One gigapascal acting through one cubic ångström does about 0.006 eV of work, whereas a strong chemical bond is worth a few electronvolts. These two magnitudes set the scale for PtSe₂ as its cell is squeezed and stretched. The crystal is a stack of sandwiches, each with a sheet of platinum between two sheets of selenium. Bonds are strong inside a sandwich, while only weak forces act between neighbours.

PtSe₂ (P-3m1) calculated with Ansatz 0.2.0: scalar-relativistic PBE without dispersion correction or spin polarisation, PAW, plane-wave cutoff 420 eV, 12×12×4 k mesh, Gaussian smearing of 0.02 eV. All cell edges are strained equally and held while the atoms relax to a force tolerance of 0.008 eV/Å; positive pressure means compression.

```tsv
volume (relaxed cell) (Å³/atom)	c/a (relaxed cell)	shortest distance (relaxed cell) (Å)	energy over elements (eV/atom)	pressure (GPa)
24.108	1.7330	2.508	-0.375	3.430
24.861	1.7330	2.514	-0.388	2.200
25.630	1.7330	2.521	-0.395	1.070
27.214	1.7329	2.538	-0.395	-0.950
28.031	1.7330	2.546	-0.388	-1.800
28.863	1.7330	2.555	-0.377	-2.580
```

All three edges of the cell are scaled by the same factor, from 3 % shorter to 3 % longer, and then only the atoms may move. The constant ratio c/a of about 1.733 is therefore imposed, although the column head speaks of a relaxed cell. The shortest distance is the Pt–Se bond. A positive pressure means that the cell would like to expand, a negative one that it would like to shrink.

## From 24.108 to 25.630 Å³/atom: the squeezed cells

### Does squeezing threaten the compound?

Not as far as its energy shows. The energy over elements compares PtSe₂ with solid platinum and selenium in the same functional, and it is negative in every row. The elements are taken without pressure, so this is a comparison of energies and not a full test of stability under load. In the smallest cell it is −0.375 eV/atom, against −0.395 eV/atom at 25.630. The squeeze thus costs about 0.02 eV/atom, one twentieth of what holds the compound together against its elements.

The cost is small because no bond is broken. Platinum keeps its six selenium neighbours, and each bond is only slightly displaced from its preferred length and direction. Forming the compound from its elements replaces whole bonds, which is a far larger change.

### Does the pressure account for this energy?

When a cell expands under its own pressure it does work, and its energy falls by that work. For a short step the fall is the average pressure times the change in volume. The rule holds here even if the cell pushes harder in some directions than in others, because all edges change by the same factor and the pressure is the average over the three axes. The relaxed atoms feel almost no force, so their movement adds nothing to first order.

From 24.108 to 24.861 the estimate runs as follows:

- average pressure: (3.430 + 2.200)/2 = 2.815 GPa
- change in volume: 24.861 − 24.108 = 0.753 Å³/atom
- work: 2.815 × 0.753 = 2.12 GPa Å³/atom, or 0.013 eV/atom, since 1 eV/Å³ is 160.2 GPa

The energies in the table fall by the same 0.013 eV/atom. Adding the next step, up to 25.630, brings the work to 0.021 eV/atom, where the table gives 0.020. The difference is about what the rounding of the printed energies allows. Two separately calculated quantities, energy and stress, therefore tell one story. This shows that the calculation is consistent with itself, not that its functional describes PtSe₂ well.

## From 25.630 to 27.214 Å³/atom: across the minimum

### Which of these two volumes is the better one?

The energies can't decide. Both rows print −0.395 eV/atom, and the unrounded total energies differ by only 0.06 meV/atom, too little to carry a meaning. The pressure is far more telling: it is 1.07 GPa at 25.630 and −0.95 GPa at 27.214. The first cell wants to grow and the second wants to shrink, so the best volume lies between them.

The reason is the shape of an energy curve at its lowest point. There the curve is flat, and a small error in volume hardly changes the energy. The pressure is the slope of that curve with its sign reversed, and it passes through zero at a steady rate. To find an equilibrium volume from a few widely spaced cells, one should look for the change of sign in the pressure.

A straight line between the two pressures crosses zero at 26.5 Å³/atom. The true crossing should lie slightly lower, because the pressure falls less steeply as the cell grows. The triangle under that line, ½ × 1.07 GPa × (26.47 − 25.63) Å³, is worth about 0.003 eV/atom. The lowest energy on this path is thus only a few thousandths of an electronvolt below the two rows that enclose it.

## From 27.214 to 28.863 Å³/atom: the stretched cells

### Why does the bond grow so much less than the cell?

Between the smallest and the largest cell, the edge in the plane of the layers grows by 6.2 %. The Pt–Se bond grows by only 1.9 %, from 2.508 to 2.555 Å. If every atom had simply followed the cell, both would have grown by the same percentage. The relaxation of the atoms has spared the bonds most of the strain.

It does so by flattening the sandwich. Each bond runs obliquely from the platinum sheet to a selenium sheet. When the sheets are pulled wider, selenium can sink towards the platinum sheet, so that the bond turns more than it lengthens. The geometry shows this directly: the sandwich thins from 2.74 to 2.49 Å, even though the cell becomes taller.

The angle between two bonds on the same side of the sheet opens meanwhile from 93° to 98°. Turning a bond generally costs less energy than stretching it by a comparable amount, which is the likely reason why the atoms choose this route. The same can be expected in other layers of this build, whose outer atoms are free to move up and down. Bonds and angles change together in every step, but the angles take up most of the sideways pull.

The empty space between the sandwiches has to make up the difference. It widens from 3.57 to 4.21 Å, which is more than the whole cell gains in height. A stretched row is therefore a stack of thinner layers that stand further apart, not an enlarged copy of a squeezed one.

### What does the pressure really measure?

It measures mainly how hard a single sandwich pushes or pulls sideways when its edges are held at the wrong length. In the largest cell the stress is −3.82 GPa along each direction in the plane but only −0.10 GPa along the stacking axis. The printed −2.58 GPa is the average over the three axes. In every row the plane supplies at least 96 % of the pressure.

The weak stress along the stacking axis has a simple reason. Any force in that direction must pass through the space between two sandwiches, and there is hardly anything in that space to carry it. Over the whole series the stress in the plane varies 18 times as much as the stress along the axis, for the same relative change of the edges. The small values should not be read to their last digit, because the stresses were converged to a loose threshold, but so large a contrast doesn't depend on such digits.

This matters to anyone who wants a compressibility from the table. The slope of pressure against volume near the minimum, multiplied by the volume, gives about 34 GPa. That is the resistance to an equal change of all edges, which forces the stiff planes to take their full share. A fluid pressing equally from all sides would mostly push the layers together, and the crystal would yield more easily than this number suggests.

The resistance also weakens along the series, from 40 GPa in the most squeezed step to 27 GPa in the most stretched one. This is the usual behaviour of chemical bonds. Repulsion between atoms rises steeply when they are pushed together, while attraction fades gradually when they are pulled apart.

## From the first row to the last: the electrons

### What happens to the band gap?

The gap between filled and empty states shrinks from 0.92 eV in the smallest cell to 0.78 eV in the largest. The fall is uneven. The first step changes the gap by less than 0.001 eV, whereas the last one takes away 0.04 eV for about 1 % of extra length in every edge. The gap was read on a finite mesh of electron wave vectors, so the tiny first change deserves no explanation of its own. The highest filled state also lies at a different wave vector at 28.031 than at 25.630 Å³/atom, so the gap doesn't join the same two states throughout. For a crystal with exactly this geometry the true gap is probably larger, since PBE tends to make gaps too small.

Bonding theory offers a likely reason for the overall fall. The lowest empty states should be mixtures of selenium p levels with the two platinum d levels that point at the neighbours, and overlap pushes these mixtures up in energy. The highest filled states should be largely selenium p levels, which feel this push much less. Longer bonds and less regular angles weaken the overlap, so the empty states come down and the gap narrows. The outputs don't show which atoms the states belong to, so this remains an expectation.

The growing distance between the sandwiches should work the other way. Layers that touch less have narrower bands, and narrower bands leave a wider gap. In these rows both changes always occur together, so the calculated gaps show only their combined effect. To separate them one would have to change the stacking height while holding the edges in the plane fixed.

### What would change if dispersion were included?

In these cells the layers could hardly move closer, because the height is held; mainly the energy and the stress would change. With the height free to relax, the layers would be expected to move much closer together. Dispersion is the weak attraction between electron clouds that do not share a bond, and it is the main force that holds such a stack together. PBE largely lacks it. The cell without pressure is about 6.5 Å tall here, clearly taller than that of the real crystal, yet the stress along the stacking axis hardly pulls it shorter. Mechanically, the rows describe nearly independent sandwiches rather than the bulk material, though the electrons of neighbouring layers may still feel each other.

The gap would suffer most. Real bulk PtSe₂ is a semimetal, with no gap at all, and the coupling between close layers is the known cause. The strain in this table moves the gap by 0.13 eV, whereas bringing the layers to their true distance is expected to remove all of it. The calculation also omits spin–orbit coupling, which shifts the bands of so heavy an element, but the error in the layer distance comes first.

For a transistor the difference is decisive, because a channel can be switched off only if it has a gap. The values near 0.8 to 0.9 eV must not be used for a thick film, which conducts like a poor metal and is better suited to a contact. A channel needs a film of one or a few layers, where the coupling that closes the gap is missing or reduced. The comparison suggests that the number of layers has to be controlled before the strain is worth tuning.
